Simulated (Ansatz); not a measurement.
**A substitution series on Zr: OH to F**

On one Zr centre, n of the OH ligands are replaced by F. The HOMO–LUMO gap y in eV at wB97X-V/def2-TZVPP. Shapes: PBE0-D4/def2-TZVP. Flexible molecules stand in one conformer, not always the lowest. Programs: Ansatz 0.2.0.

```
 molecule  n  y (eV)
 Zr(OH)3F  1   12.63
Zr(OH)2F2  2   13.17
 Zr(OH)F3  3       ?
     ZrF4  4   15.51
```

Task: Fit y = c + s·n to the known rows and predict Zr(OH)F3.

Result: 
1. Means of the 3 rows: n = 2.33333, y = 13.770.
2. Σ(Δn)² = 4.6667, Σ(Δn·Δy) = 4.62, so the slope is 4.62/4.6667 = 0.98999.
3. Intercept: 13.770 − (0.98999) × 2.33333 = 11.460. The largest residual of the fit is 0.27.
4. Zr(OH)F3: 11.460 + (0.98999) × 3 = 14.43 eV.

The run gave 13.72 eV, so the prediction is off by +0.71 eV, more than the largest residual. The step per swap changes from +0.54 to +1.79 eV along the series, so a line misses the bend. Other levels give for Zr(OH)F3: SPW92/def2-TZVPP 6.96; r2SCAN-D4/def2-TZVPP 7.58 eV. Orbital gaps aren't excitation energies, and the LUMO depends on the basis. For atoms past krypton def2 sets carry core potentials with scalar relativity.

The gap widens with every replacement of OH by F, but not evenly: it climbs in small, nearly equal steps as long as one OH remains, then jumps from 13.72 eV in Zr(OH)F3 to 15.51 eV in ZrF4. This suggests a change in the character of the HOMO rather than a gradual bend. In these formally d0 Zr(IV) molecules the highest filled levels are ligand lone pairs, and O 2p lies above F 2p because oxygen is less electronegative. A single remaining OH is therefore probably enough to set the HOMO, and only its removal leaves the deeper fluorine lone pairs at the top. The smaller earlier steps probably reflect weaker mixing among fewer oxygen lone pairs and the inductive pull of fluorine, partly offset by a similar lowering of the empty levels. The line overshoots because ZrF4, with its different frontier orbital, steepens the slope. The much smaller gaps from the two semilocal functionals are given for Zr(OH)F3 alone, so they don't show whether the final jump keeps its size there.
